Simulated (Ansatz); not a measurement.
**Ligand exchange: C2H5ClSn + C3H9MgN → C2H7NSn + C3H7ClMg**

Gas-phase species: C2H5ClSn `C[CH2][Sn][Cl]`, singlet; C3H9MgN `C[CH](C)[Mg][NH2]`, singlet; C2H7NSn `C[CH2][Sn][NH2]`, singlet; C3H7ClMg `C[CH](C)[Mg][Cl]`, singlet. The partners trade Cl for NH2: Sn–Cl and Mg–NH2 bonds give way to Sn–NH2 and Mg–Cl.

Shapes, held fixed at every level: PBE0-D4/def2-TZVP. Flexible molecules stand in one conformer, not always the lowest. Programs: Ansatz 0.2.0. Electronic energies: no zero-point or thermal term.

Task: Estimate ΔE of this reaction.

Result: The highest level, CCSD(T)/def2-TZVPP, gives ΔE = -60.4 kJ/mol; the levels span -67.4 to -54.1. The column of differences is taken from that level and isn't an error. No measured value is set beside it here. For atoms past krypton def2 sets carry core potentials with scalar relativity. Outer-core shells of Mg, Sn are correlated, in sets that cover them unevenly. Sets without diffuse functions underbind ionic bonds of s-block metals.

| level | kind | ΔE (kJ/mol) | less CCSD(T)/def2-TZVPP |
| --- | --- | --- | --- |
| HF/def2-TZVPP | Hartree–Fock | -60.4 | 0.0 |
| B3LYP-D4/def2-TZVPP | global hybrid | -54.1 | +6.3 |
| r2SCAN0-D4/def2-TZVPP | global hybrid | -59.5 | +0.9 |
| wB97M-V/def2-TZVPP | range-separated hybrid | -56.6 | +3.8 |
| MP2/def2-TZVPP | perturbation theory | -59.4 | +1.0 |
| CCSD/def2-SVP | coupled cluster or CI | -67.4 | -7.0 |
| CCSD(T)/def2-TZVPP | coupled cluster or CI | -60.4 | 0.0 |

Every level makes the exchange clearly exothermic, with chloride ending on magnesium and amide on tin. Magnesium is the more electropositive metal and its bonds are largely ionic, so it gains most from pairing with chloride, the more stable of the two anions. Tin(II) forms more covalent bonds, and its formally empty 5p orbital can accept the nitrogen lone pair; this π donation, stronger from amide than from chloride, probably adds to the preference. The energy fixes only the balance of the four metal–ligand bonds, not the share of each.

Hartree–Fock already gives -60.4 kJ/mol, the same as CCSD(T), which suggests that correlation contributions largely cancel when the number and broad type of bonds are conserved. That match doesn't make the mean-field description of each bond accurate. The most exothermic value, from CCSD/def2-SVP, probably owes more to its small basis than to the missing triples. In solution, donor coordination to magnesium and bridging through chloride or amide could shift the balance considerably.
